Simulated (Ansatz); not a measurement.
## Ligand exchange: C5H12 + Sn(CH3)3I → C4H9I + Sn(CH3)4

Species: C5H12 (neopentane) `CC(C)(C)C`, singlet; Sn(CH3)3I (iodotrimethylstannane), singlet; C4H9I (tert-butyl iodide) `CC(C)(C)I`, singlet; Sn(CH3)4 (tetramethyltin), singlet. The partners trade CH3 for I: C–CH3 and Sn–I bonds give way to C–I and Sn–CH3.

Shapes, held fixed at every level: PBE0-D4/def2-TZVP. Programs: Ansatz 0.2.0. Electronic energies: no zero-point or thermal term.

| level | kind | ΔE (kJ/mol) | less CCSD(T)/def2-TZVPP |
| --- | --- | --- | --- |
| HF/def2-TZVPP | Hartree–Fock | +173.4 | +35.0 |
| r2SCAN-D4/def2-TZVPP | meta-GGA | +149.1 | +10.7 |
| B3LYP-D4/def2-TZVPP | global hybrid | +146.4 | +8.0 |
| PBE0-D4/def2-TZVPP | global hybrid | +151.0 | +12.6 |
| MP2/def2-SVP | perturbation theory | +164.2 | +25.8 |
| CCSD(T)/def2-SVP | coupled cluster or CI | +162.8 | +24.4 |
| CCSD/def2-SVP | coupled cluster or CI | +166.6 | +28.2 |
| CCSD(T)/def2-TZVPP | coupled cluster or CI | +138.4 | 0.0 |

The highest level, CCSD(T)/def2-TZVPP, gives ΔE = +138.4 kJ/mol; the levels span +138.4 to +173.4. The column of differences is taken from that level and isn't an error. No measured value is set beside it here. For atoms past krypton def2 sets carry core potentials with scalar relativity. Outer-core shells of I, Sn are correlated in most correlated rows, in sets that cover them unevenly. CCSD(T)/def2-TZVPP lies outside the range of all other levels here, so it shouldn't be taken on trust.

The exchange is strongly uphill at every level, so iodine clearly prefers tin and methyl prefers carbon. The main reason is bond polarity. Tin is much more electropositive than carbon, which gives Sn–I a large ionic contribution that the nearly nonpolar C–I bond can't match. The reaction also gives up a strong C–C bond for a weaker Sn–C bond, whose diffuse tin orbitals overlap less well with carbon. Read backwards, this is the preference that helps drive methyl transfer from organotin reagents to organic iodides, although nothing here bears on the barrier.

The sign is secure, but the size is less so. In the smaller basis, perturbative triples lower the energy only from +166.6 to +162.8 kJ/mol, which suggests that the remaining uncertainty lies more in the basis and the treatment of the outer core than in higher excitations. Because two molecules form two molecules, thermal and entropic terms are unlikely to overturn so large a preference.
